In cubic HfO₂ every hafnium ion has eight oxygen neighbours at equal distance. Below, the crystal is shrunk and enlarged uniformly, and density functional theory with the PBE functional gives its energy and pressure at each volume. Energies are counted from the minimum of a smooth curve through the seven energies. A negative pressure means that the cell must be pulled from outside to stay so large.

Cubic HfO₂ (Fm-3m) was computed with SIESTA 5.4.2 using PBE without spin polarisation, PseudoDojo 0.4 standard norm-conserving pseudopotentials and a DZP basis (energy shift 0.002 Ry). The mesh cutoff is 800 Ry, the k mesh 9×9×9 and the Fermi-Dirac smearing 0.05 eV. Cell shape and fractional coordinates are fixed; energies are counted from the fit's minimum.

```tsv
volume (Å³/atom)	energy (meV/atom)	pressure (GPa)
10.48	29.72	16.210
10.71	11.86	9.690
10.93	2.34	4.130
11.15	0.06	-0.990
11.38	4.66	-5.620
11.60	15.36	-9.650
11.82	31.34	-13.230
```

**(a) At what volume would the crystal rest if left alone?**

*Solution.* It rests where the pressure is zero. The sign changes between the rows 10.93 and 11.15, and interpolation puts the crossing at 11.11 Å³/atom. The smooth curve through the energies has its minimum at the same place. This is the best volume for the cubic shape only: the small cell leaves no room for the oxygen shifts that turn cubic HfO₂ into its more stable tetragonal form.

**(b) The row 11.15 has almost no energy, yet a pressure of about −1 GPa. Is that a contradiction?**

*Solution.* No, because the two quantities grow differently. Let V₀ be the rest volume and B the bulk modulus, the resistance to a change of volume. Near rest the crystal acts as a spring:

P = −B (V − V₀)/V₀ and E = B (V − V₀)²/(2V₀).

Pressure follows the displacement, energy its square. The row 11.82 lies about sixteen times as far from rest as the row 11.15. Its pressure is some thirteen times as large, but its energy is larger by a factor of hundreds. To locate a minimum, pressure is therefore the sharper tool, provided that it is the true slope of the computed energies. The agreement found in part (a) supports that here.

**(c) The most stretched row costs 31.34 meV/atom, the most compressed one 29.72. Is HfO₂ easier to squeeze than to stretch?**

*Solution.* It is harder to squeeze. The volumes are spaced evenly about 11.15, not about the rest volume, so the stretched end lies farther from rest: 0.71 against 0.63 Å³/atom.

A fair comparison divides each energy by the square of its distance from rest. The result is 76 meV·atom/Å⁶ for the compressed end and 62 for the stretched end. The plain energies thus reverse the true order.

**(d) Why does the crystal stiffen as it is squeezed?**

*Solution.* The pressures show the stiffening directly. Between the two most compressed rows the modulus is about 310 GPa; between the two most stretched it is about 190 GPa. The mean Hf–O distance differs by only about 3 % between these two pairs.

The cause is argued from the theory of ionic solids, since the table does not split the energy into parts. Attraction between unlike charges varies gently with distance, whereas the repulsion of overlapping electron shells rises very steeply. At rest the two forces balance, and the resistance to a change of volume comes from how fast the repulsion changes with distance. That rate itself grows as the shells are pressed together, so equal steps of squeezing add more and more pressure. Stretching lets the rate fade, and the crystal softens. A perfect spring, by contrast, would add the same pressure at every step.

**(e) Estimate the pressure in the row 10.48. When is the simple spring good enough?**

*Solution.* The curve through the energies gives B = 244.7 GPa at rest and B′ = 4.15, where B′ is the gain in modulus per unit of pressure. Let s be the fraction by which the volume has shrunk. The modulus has then grown to about B(1 + B′s), and it acts on a volume that is itself smaller by s. The slope of pressure against s is thus about B[1 + (B′ + 1)s]. Adding up the steps from rest gives

P ≈ B s [1 + (B′ + 1)s/2].

The row lies 0.626 Å³/atom below the rest volume of 11.109, so s = 0.0563:

- spring alone: 244.7 × 0.0563 = 13.8 GPa
- with stiffening: 13.8 × (1 + 5.15 × 0.0563/2) = 15.8 GPa

The table has 16.2 GPa. This row's energy helped to fix B and B′, but its pressure did not, so the agreement checks one result of the calculation against another. The output after the text compares all seven pressures with the spring and with the full finite-strain formula. The spring misses by up to 2.5 GPa, the full formula by about 0.2 GPa at most.

For small loads the spring suffices: in the row 10.93 it gives 3.96 GPa, where the table has 4.13. The error grows with the load, because the neglected term is proportional to s².

**(f) Put a larger ion of the same charge, such as Ce⁴⁺, in place of Hf⁴⁺, so that the bond at rest is about 6 % longer. Does the modulus fall as steeply as when HfO₂ is stretched?**

*Solution.* It should fall much less. Write the energy as an attraction −A/r plus a repulsion C/rⁿ, where r is the bond length. If the forces balance at r, the modulus is proportional to A(n − 1)/r⁴. With full ionic charges this crude model gives a few hundred GPa for HfO₂, which is the right order.

For equal charges and a similar n, a bond 6 % longer lowers the modulus by the factor 1/1.06⁴ = 0.79, or about a fifth. Stretching HfO₂ from the most compressed pair of rows to the most stretched pair took away 39 %, for a smaller change of bond length. The difference lies in the repulsion: a larger ion brings its own shell along and is again in balance at the longer bond, while a stretched crystal has lost part of its repulsion. Zr⁴⁺, nearly the same size as Hf⁴⁺, should change little.

**(g) Which digits can be trusted, and which setting should be changed first?**

*Solution.* The energies scatter about their smooth curve by roughly 0.05 meV/atom, so the 0.06 in the row 11.15, where the spring gives 0.13, is barely distinct from zero. A fit to the pressures alone, with the rest volume held, again gives a modulus of 245 GPa, but B′ becomes 4.4 instead of 4.15. The modulus is thus steady to about 1 GPa within this calculation, while the first decimal of B′ is already uncertain.

Such steadiness is not accuracy. The basis for hafnium is short: the atomic level from which its orbitals above the semicore shell are made is off by 0.7 eV. Much of the effect may cancel between volumes, but this is untested. A richer hafnium basis is therefore the first setting to change. Until then the three figures of the modulus describe this calculation rather than HfO₂, and even a better basis would leave the errors of the PBE functional and of the static lattice.

Printed output of the fit:

```
Pressures in GPa and bond in angstrom:
    row   Hf-O  finite-strain P  straight-line P  modulus from row above to this row
  10.48   2.17               16            13.78                                 n/a
  10.71  2.185            9.752            8.868                               309.7
  10.93    2.2            4.125            3.956                               269.7
  11.15  2.215          -0.9472          -0.9568                               253.4
  11.38   2.23           -5.522            -5.87                               233.8
   11.6  2.244            -9.65           -10.78                               207.5
  11.82  2.258           -13.37           -15.69                                 188
fit of pressure on 7 rows: coefficient of g1 245 +/- 0.82, coefficient of g2 108.2 +/- 31; rms 0.0729, worst 10.71 0.13, leave-one-out rms 0.129
B' from the pressures alone with V0 held: 4.442
Volume at zero pressure by interpolation, angstrom^3/atom: 11.11
Cubic lattice constant at the energy minimum, angstrom: 5.108
Hf-O at the energy minimum, angstrom: 2.212
Spring estimate of the energy in row 11.15, meV/atom: 0.1297
Energy of most stretched less most compressed row, meV/atom: 1.62
Distance of most compressed row from minimum, angstrom^3/atom: 0.6257
Distance of most stretched row from minimum, angstrom^3/atom: 0.7126
Energy per squared distance, most compressed row, meV atom/angstrom^6: 75.92
Energy per squared distance, most stretched row, meV atom/angstrom^6: 61.72
Largest mismatch of energy step and pressure work, meV/atom: 0.1678
Largest miss of finite-strain pressure, GPa: 0.2117
Largest miss of straight-line pressure, GPa: 2.465
Fall of modulus from first to last pair of rows, percent: 39.31
Volume change for 1 GPa near the minimum, percent: 0.4087
Bond change for 1 GPa near the minimum, percent: 0.1362
Ionic estimate of modulus, order of magnitude only, GPa: 308.9
Level error of the Hf atom in this basis, eV: 0.7211
```
